## Examination question: six sheets without names

CoSi is a semimetal. The calculation used here gives it about 3 × 10²⁰ conduction electrons per cubic centimetre and as many holes. Copper has a few hundred times more carriers, roughly. The computed speed of the carriers in CoSi is about 10⁵ m/s, while those of copper reach roughly 10⁶ m/s.

A Fermi surface is made of sheets, one for each band that crosses the Fermi level. The six sheets below hold more than 99 % of the states at that level in a density-functional calculation without spin-orbit coupling. Numbers 1 to 3 belong to spin up and 4 to 6 to spin down, and within each spin they follow the bands in order of rising energy. The rows have been shuffled.

Fermi-surface sheets of CoSi (P2_13, 8 atoms, not relaxed), computed with Ansatz 0.2.0 using DFT-LDA, plane waves and PAW, scalar-relativistic with collinear spin. The cutoff is 420 eV, the Gaussian smearing width 0.05 eV, and the k mesh 10×10×10 for the density and 24×24×24 for the sheets. Band bottoms and tops are measured from the Fermi level. Candidates: 2, 3, 6, 5, 4, 1.

```csv
row,sheet dos (states/eV/cell),sheet filled share,sheet mean speed (1e5 m/s),sheet bottom (eV),sheet top (eV)
A,0.096,0.007,2.116,-0.200,1.305
B,0.096,0.007,2.116,-0.200,1.305
C,0.980,0.987,0.562,-0.460,0.016
D,0.980,0.987,0.562,-0.460,0.016
E,0.068,0.006,2.458,-0.200,2.489
F,0.068,0.006,2.458,-0.200,2.489
```

The sheet dos is the density of states at the Fermi level, called g below. The filled share is the part of the Brillouin zone in which the band lies below that level. The mean speed v is an average over the states of the sheet at the Fermi level. Bottom and top are the limits of the whole band, measured from the Fermi level.

**(a)** Assign the letters to the numbers, and say which assignments are sure.

**(b)** Which sheets carry most of the current at low temperature, if all carriers have the same lifetime between collisions?

**(c)** How far does the answer to (b) depend on that assumption?

## Model answer

### (a) Assignment

C and D come from a band that is almost full, with a filled share of 0.987. Its carriers are the few empty states, that is, holes. The other four rows come from almost empty bands and hold a few electrons each. C and D also reach lowest in energy, so they are the first sheet of each spin.

A and B share their bottom with E and F, at −0.200 eV, so the bottom can't separate them. The top can. Bands are numbered by energy at every point of the zone, so where the lower band has its maximum, the upper band lies at least as high. The pair with the top at 1.305 eV, A and B, is therefore the second sheet, and E and F are the third.

These three pairs are sure. Within a pair the computed values are identical, because the calculation was free to become magnetic and did not. Which twin is spin up therefore can't be deduced from the table, and any choice is a guess. In the key, A, C and E are spin up. In ferromagnetic cobalt the twins would differ, since exchange shifts the two spins to different energies.

The order A to F is thus 2, 5, 1, 4, 3, 6.

The rows with their labels:

```csv
row,sheet dos (states/eV/cell),sheet spin,sheet filled share,sheet mean speed (1e5 m/s),sheet bottom (eV),sheet top (eV)
1,0.980,up,0.987,0.562,-0.460,0.016
2,0.096,up,0.007,2.116,-0.200,1.305
3,0.068,up,0.006,2.458,-0.200,2.489
4,0.980,down,0.987,0.562,-0.460,0.016
5,0.096,down,0.007,2.116,-0.200,1.305
6,0.068,down,0.006,2.458,-0.200,2.489
```

### (b) Which sheets carry the current

An electric field F acts on a carrier for a lifetime τ. A carrier with speed vₓ along the field gains the energy eFvₓτ, where e is the elementary charge. The number of states thrown out of balance is g times this energy, and each contributes evₓ to the current. In a cubic crystal the average of vₓ² is one third of the average squared speed. If the square of the mean speed v stands in for that average, a sheet adds to the conductivity in proportion to g v² τ.

With equal lifetimes only g v² matters. For one spin, in the units of the table:

- sheet 1 (holes): 0.980 × 0.562² ≈ 0.31
- sheet 2 (electrons): 0.096 × 2.116² ≈ 0.43
- sheet 3 (electrons): 0.068 × 2.458² ≈ 0.41

The electron sheets supply 0.84 of a total of 1.15, or 73 %. The other spin repeats the result. The hole sheets own 86 % of the states at the Fermi level and yet carry only about a quarter of the current.

The reason is speed, since electrons and holes are equally numerous. An even number of electrons per cell could fill whole bands exactly, so every electron that spills into a higher band leaves a hole behind. What differs is how steeply the bands cross the Fermi level. A steep band gives few states and fast carriers, and because the speed enters squared, it outweighs the loss of states.

The electron pockets surround the corner R of the zone, where their bands meet 0.2 eV below the Fermi level. A sphere with the volume of sheet 2 has a radius k of 0.17 Å⁻¹. If the energy rises linearly by E over this distance, the speed is E/(ħk), which gives 1.8 × 10⁵ m/s. The computed speed is 2.1 × 10⁵ m/s, and a parabolic band would give twice the linear estimate.

Sheet 3 behaves in the same way, with a linear estimate that is 23 % below its computed speed. Linear bands are natural here. In a crystal without a centre of inversion, bands that meet at such a point can separate in proportion to the distance from it.

The hole band rises only 16 meV above the Fermi level, so it is shallow and its carriers are slow. There are holes at the zone centre Γ, where the band lies 10 meV above the Fermi level, but its top lies elsewhere. For this sheet the single sphere fails: even the parabolic estimate gives less than half the computed speed. The sheet has nearly twice the area of a sphere of equal volume, so it is strongly warped or split into several pockets. The shallow edge explains the direction of the contrast, but this simple picture doesn't give its size.

### (c) The role of the lifetime

Equal lifetimes are a fair assumption when point defects scatter carriers with equal strength into every state at the Fermi level. The electrons then lead, but not beyond reach. If the holes lived 2.7 times longer than the electrons, each kind would carry half.

Suppose instead that all carriers travel the same distance between collisions, as they might when closely spaced grain boundaries stop them. Slow carriers then have longer lifetimes, and the weight of a sheet becomes g v. The share of the electrons drops to 40 %, and the holes take the lead.

Smooth disorder works the other way. It changes the wave vector only a little, so electrons near R scatter mainly among themselves, where few final states are available. If scattering never mixed the two kinds and its rate followed the number of final states, the electrons would carry 94 %. Which case applies to a given sample is a matter of its defects, and the bands alone don't decide it.

## Remarks on the reasoning

The commonest error is to read the density of states as a measure of current. Sheet 1 has ten times the states of sheet 2. This factor is the product of a 2.7 times larger area and a 3.8 times lower speed. The slowness that crowds the states together also makes each of them a poor carrier.

A second error is to take the filled share of 0.987 for a large supply of mobile electrons. A full band carries no current, so only the missing 1.3 % counts.

The sum of g v² over all six rows can be turned into a Drude weight, the strength of the free-carrier response. It comes out 7 % above the value that the same calculation gives directly. Squaring a mean speed can only lower the sum, so the excess must come from numerical differences between the two evaluations. Both numbers rest on the same bands, so their rough agreement supports the arithmetic of (b), not the assumption about lifetimes.

The hole sheet is the least certain part of the answer. Its 16 meV margin is smaller than the smearing used in the calculation, and another level of the same band, at the point M, lies only 6 meV below the Fermi level. A slight downward shift of the Fermi level would add holes there. The cell was not relaxed and is under stress, which can move levels by such amounts.

Two further limits concern real samples. At room temperature the thermal energy, about 25 meV, exceeds the margin of the hole band, so the division in (b) holds for low temperature only. Spin-orbit coupling would split the band crossings and, without a centre of inversion, generally separate the spin twins as well.

For a related semimetal, the first things to compare are the depths of the pockets. Among round pockets with the same band shape and equal numbers of carriers, the deeper one has the faster carriers and, at equal lifetime, the larger share of the current. The printed output after this text gives the shares of each sheet under all three assumptions about scattering.

Numerical output:

```
Share of each row in the total of all six rows in percent:
  row  states  equal lifetime  equal free path  own kind only
    1   42.83           13.46             29.9          2.902
    2   4.196           18.69            11.03          24.08
    3   2.972           17.86            9.074          23.02
    4   42.83           13.46             29.9          2.902
    5   4.196           18.69            11.03          24.08
    6   2.972           17.86            9.074          23.02
One-sphere estimate:
  row  radius 1/A  linear speed 1e5 m/s  parabolic speed 1e5 m/s  computed speed 1e5 m/s  area over sphere area
    1      0.2065                0.1177                   0.2354                   0.562                  1.918
    2       0.168                 1.809                    3.617                   2.116                  1.066
    3      0.1596                 1.904                    3.808                   2.458                 0.9686
    4      0.2065                0.1177                   0.2354                   0.562                  1.918
    5       0.168                 1.809                    3.617                   2.116                  1.066
    6      0.1596                 1.904                    3.808                   2.458                 0.9686
Hole sheets, share of the states at the Fermi level in percent: 85.66
Electron sheets, share of current at equal lifetime in percent: 73.09
Electron sheets, share of current at equal mean free path in percent: 40.2
Electron sheets, share of current if scattering stays within one kind in percent: 94.2
Hole lifetime over electron lifetime at which both carry half: 2.716
Speed of sheet 2 over sheet 1: 3.765
Speed of sheet 3 over sheet 1: 4.374
States of sheet 1 over sheet 2: 10.21
Area of sheet 1 over sheet 2: 2.72
Holes per cell, both spins: 0.026
Electrons in pockets per cell, both spins: 0.026
Density of either carrier in 1e20 per cm3: 2.974
Drude weight from the six rows in eV^2: 0.6877
Excess of this sum over the Drude weight of the run in percent: 6.784
```
